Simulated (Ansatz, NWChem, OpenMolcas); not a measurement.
## Correcting a cheap level on N-containing molecules

The dipole moment in D of 7 N-containing molecules: x at HF/3-21G, y as measured (NIST CCCBDB). Shapes, held fixed at every level: PBE0-D4/def2-TZVP. Programs: Ansatz 0.2.0, NWChem 7.3.0, OpenMolcas 26.06. A level may come from different programs for different species; with the same settings they agree closely.

```
                     molecule  x (D)  y (D)
C2F3N (cyanotrifluoromethane)   0.79   1.33
      NOF (nitrosyl fluoride)   1.24   1.81
           CH5N (methylamine)   1.70   1.31
     NClO (nitrosyl chloride)   1.96      ?
           CH3N (methanimine)   2.29   2.00
         C2H3N (acetonitrile)   3.89   3.92
            CH2N2 (cyanamide)   4.53   4.32
```

Problem. Fit y = c + s·x to the known rows and predict y for NClO.

Solution. 
1. Means of the 6 rows: x = 2.4067, y = 2.448.
2. Σ(Δx)² = 11.197, Σ(Δx·Δy) = 9.5666, so the slope is 9.5666/11.197 = 0.85439.
3. Intercept: 2.448 − (0.85439) × 2.4067 = 0.392. The largest residual of the fit is 0.53.
4. NClO: 0.392 + 0.85439 × 1.96 = 2.07 D.

The measured value is 1.90 D, so the prediction is off by +0.17 D, within the largest residual. Uncorrected, HF/3-21G misses it by +0.06 D, and the other rows by 0.34 on average. The line makes this one worse. Left out in turn, the other rows are missed by 0.42 D on average, worse than no correction. The tabulated values of C2F3N, NOF are in doubt (older tables, estimates, or at odds with other calculations) and kept here.

The raw HF/3-21G errors don't follow the size of the dipole, so a straight line has little systematic error to remove. Methylamine, methanimine and cyanamide come out too polar, while acetonitrile is almost right. Hartree–Fock tends to exaggerate charge separation because it lacks electron correlation, and a small basis without polarization functions describes nitrogen lone pairs poorly. In acetonitrile these errors probably cancel, whereas in methylamine the lone-pair error probably adds to the excess polarity.

The two fluorinated molecules deviate the other way, but their reference values are too uncertain to establish a fluorine effect. They also control the fit: without them the slope would rise above one, so the apparent need to scale dipoles down isn't a established property of the method. In cyanotrifluoromethane, moreover, the CF₃ and CN contributions oppose each other, leaving a net dipole sensitive to small errors in either. The close uncorrected value for nitrosyl chloride may likewise reflect cancellation, and doesn't show that HF/3-21G is reliable for nitrosyl halides.
